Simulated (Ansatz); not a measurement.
# Cu: the change of energy above lowest point and pressure with volume scale

Results calculated with Ansatz 0.2.0, not measured. Free energy against uniform scaling of the volume at fixed shape and fractions; periodic cell, basis, potentials, k mesh and filling as listed.

The cell before it is scaled or strained (space group Fm-3m, No. 225):
```
Cu
1.0
      0.0000     1.8075     1.8075
      1.8075     0.0000     1.8075
      1.8075     1.8075     0.0000
Cu
1
Direct
  0.00000 0.00000 0.00000
```

Settings of every row: functional LDA; dispersion none; potentials PAW; wave cutoff 421.78 eV; density cutoff 1687.1 eV; k mesh 14x14x14; k shift 0x0x0; occupations methfessel paxton; smearing width 0.15 eV; spin none.

Limits: coarse k mesh, up to 40 meV an atom off.

```csv
row,volume scale,V (Å³/atom),energy above lowest point (meV/atom),pressure (GPa)
1,0.92,10.866,0,0.53
2,0.9467,11.181,4.1,-4.58
3,0.9733,11.495,17.5,-8.88
4,1,11.81,38.6,-12.49
5,1.0267,12.126,?,?
6,1.0533,12.44,99.3,-18.05
7,1.08,12.755,136.9,-20.16
```

Question: what energy above lowest point and pressure should row 5 give?

Worked fit of energy above lowest point. Take u = (V_r/V)^(2/3) − 1 with V_r = 11.652 Å³ an atom, which is twice the finite (Eulerian) strain; such expansions in the strain, on which the Birch-Murnaghan equation of state is built, carry the rest volume and the bulk modulus. The shown rows have u = 0.04766, 0.02789, 0.00908, -0.00894, -0.04269, -0.05852. Least squares give energy above lowest point = 27.12 − 1175.1 × u + 12383 × u² + 6955 × u³ meV/atom; a parabola predicts inner rows, each left out in turn, worse (root mean square 0.31 against 0.039 meV/atom). All shown rows lie on it to the printed digit. Its lowest point lies at u = 0.0457, or V = 10.9 Å³ an atom, and the curvature there gives the bulk modulus at fixed shape and fractions, B = (4/9)(1 + u)² E″(u)/V = 191 GPa. The withheld row has u = -0.02623, so the fit gives 27.12 − 1175.1 × (-0.02623) + 12383 × (-0.02623)² + 6955 × (-0.02623)³ = 66.3 meV/atom.

The calculation gave 66.2 meV/atom. The fit lies 0.1 meV/atom (0.073 % of the column's range) above it, one unit of the last digit.

Worked fit of pressure. Take u = (V_r/V)^(2/3) − 1 with V_r = 11.652 Å³ an atom, which is twice the finite (Eulerian) strain; such expansions in the strain, on which the Birch-Murnaghan equation of state is built, carry the rest volume and the bulk modulus. The shown rows have u = 0.04766, 0.02789, 0.00908, -0.00894, -0.04269, -0.05852. Least squares give pressure = −10.756 + 200.43 × u + 725.9 × u² + 798 × u³ GPa; a parabola predicts inner rows, each left out in turn, worse (root mean square 0.036 against 0.0063 GPa). All shown rows lie on it to the printed digit. The pressure vanishes at u = 0.0457, or V = 10.9 Å³ an atom, and there the bulk modulus at fixed shape and fractions is B = −V dP/dV = (2/3)(1 + u) dP/du = 189 GPa. The withheld row has u = -0.02623, so the fit gives −10.756 + 200.43 × (-0.02623) + 725.9 × (-0.02623)² + 798 × (-0.02623)³ = -15.53 GPa.

The calculation gave -15.52 GPa. The fit lies 0.01 GPa (0.048 % of the column's range) below it, one unit of the last digit.
